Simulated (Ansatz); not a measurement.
# TaReSe4: pressure against volume scale

Results calculated with Ansatz 0.2.0, not measured. Free energy against uniform scaling of the volume at fixed shape and fractions; periodic cell, basis, potentials, k mesh and filling as listed.

The cell before it is scaled or strained (space group P-6m2, No. 187):
```
cell vectors (Å)
   3.4539     0.0000     0.0000
  -1.7270     2.9912     0.0000
   0.0000     0.0000    12.9220
atoms (fractions of the cell vectors)
Ta  0.00000  0.00000  0.00000
Re  0.33333  0.66667  0.50000
Se  0.33333  0.66667  0.13017
Se  0.00000  0.00000  0.37823
Se  0.00000  0.00000  0.62177
Se  0.33333  0.66667  0.86983
```

Settings of every row: functional PBEsol; dispersion none; potentials PAW; wave cutoff 470 eV; density cutoff 1880 eV; k mesh 8x8x2; k shift 0x0x0; occupations gaussian; smearing width 0.1 eV; spin none.

Limits: a layered crystal: even scaling strains the bonds within the layers, so this curve is stiffer than the crystal under pressure; coarse k mesh, up to 40 meV an atom off; spin left out beside an open d shell; no spin-orbit coupling, which can matter with elements this heavy; the cell comes from a prototype or a list of computed structures and needn't be the stable phase.

```
row  volume scale  V (Å³/atom)  pressure (GPa)  energy above lowest point (meV/atom)
  1          0.94       20.915            2.35                                   2.6
  2          0.96        21.36               ?                                     ?
  3          0.98       21.805           -2.85                                   4.6
  4             1        22.25           -5.04                                  15.6
  5          1.02       22.695           -6.99                                  32.3
  6          1.04        23.14           -8.73                                  54.2
  7          1.06       23.585          -10.28                                  80.6
```

Question: what pressure should row 2 give?

Worked fit of pressure. Take u = (V_r/V)^(2/3) − 1 with V_r = 22.473 Å³ an atom, which is twice the finite (Eulerian) strain; such expansions in the strain, on which the Birch-Murnaghan equation of state is built, carry the rest volume and the bulk modulus. The shown rows have u = 0.04906, 0.02032, 0.00667, -0.00653, -0.01931, -0.03168. Least squares give pressure = −6.045 + 147.75 × u + 456.7 × u² + 399 × u³ GPa; a parabola predicts inner rows, each left out in turn, worse (root mean square 0.0079 against 0.0017 GPa). All shown rows lie on it to the printed digit. The pressure vanishes at u = 0.0366, or V = 21.29 Å³ an atom, and there the bulk modulus at fixed shape and fractions is B = −V dP/dV = (2/3)(1 + u) dP/du = 126 GPa. Letting shape and atoms relax would as a rule lower it, by much in layered, chain or molecular crystals. The withheld row has u = 0.03444, so the fit gives −6.045 + 147.75 × (0.03444) + 456.7 × (0.03444)² + 399 × (0.03444)³ = -0.40 GPa.

The calculation gave -0.4 GPa. The fit meets it to the printed digit.

The other values of row 2: energy above lowest point 0 meV/atom.
